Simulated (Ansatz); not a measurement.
# Breaking a bond in CH2F2 (difluoromethane)

The species is CH2F2 (5 atoms), meant as a singlet with charge 0. As SMILES, `FCF`. Geometry: relaxed at PBE0-D4/def2-TZVP.

| atom | x (Å) | y (Å) | z (Å) |
| --- | --- | --- | --- |
| F | -1.0733 | 0.1912 | 0.6983 |
| C | 0.0101 | -0.0169 | -0.0823 |
| F | 1.0905 | -0.1792 | 0.7132 |
| H | -0.1427 | -0.9329 | -0.6595 |
| H | 0.1653 | 0.8642 | -0.7111 |

The C2–H5 distance is scanned; the parts on either side stay rigid. Basis STO-3G, 3 core orbitals frozen in the correlated methods; program Ansatz 0.2.0. FCI is exact within this basis and core. Energies in eV from each method's value at 1.094 Å; methods without a U are spin-restricted. The shape above is that at 1.094 Å.

```
distance (Å)    HF  SVWN5  BHLYP  wB97M-V  CCSDT(Q)   FCI
       1.094  0.00   0.00   0.00     0.00      0.00  0.00
       1.367  0.96   0.49   0.76     0.63      0.55  0.55
       1.640  2.93   1.74   2.38     2.10      1.87  1.87
       2.187  6.77   4.12   5.47     4.95      3.81  3.81
       2.734  9.35   5.63   7.47     6.93      4.40  4.41
```

Departure from the FCI curve at its largest: HF +4.94 eV at 2.73 Å; SVWN5 +1.22 eV at 2.73 Å; BHLYP +3.07 eV at 2.73 Å; wB97M-V +2.52 eV at 2.73 Å; CCSDT(Q) -0.01 eV at 2.73 Å. Restricted functionals keep the electrons paired too, and rise too high. Restricted Hartree–Fock keeps the electrons paired, so it rises far too high as the bond breaks.

The exact curve flattens as the C–H bond breaks, rising only from 3.81 to 4.41 eV over the last step, as expected when overlap between the carbon hybrid and hydrogen 1s orbitals fades. The σ and σ* orbitals then approach degeneracy, and the singlet needs both the σ² and σ*² configurations to describe two separated radicals. A single closed-shell determinant instead retains ionic H⁺ and H⁻ character, whose energetic cost grows with distance.

At every stretched point the energies rise in the order SVWN5, wB97M-V, BHLYP, HF. This probably reflects local exchange mimicking part of the missing left-right correlation, an effect that full exact exchange removes. SVWN5 nevertheless lies below FCI at 1.367 and 1.640 Å before crossing above it, so its smaller final error does not indicate a sound curve shape. CCSDT(Q) follows FCI closely because breaking one σ bond chiefly requires a pair excitation, with higher excitations correcting its coupling to the remaining electrons. The exact curve is still rising at the last point, so no converged dissociation limit can be read from it.
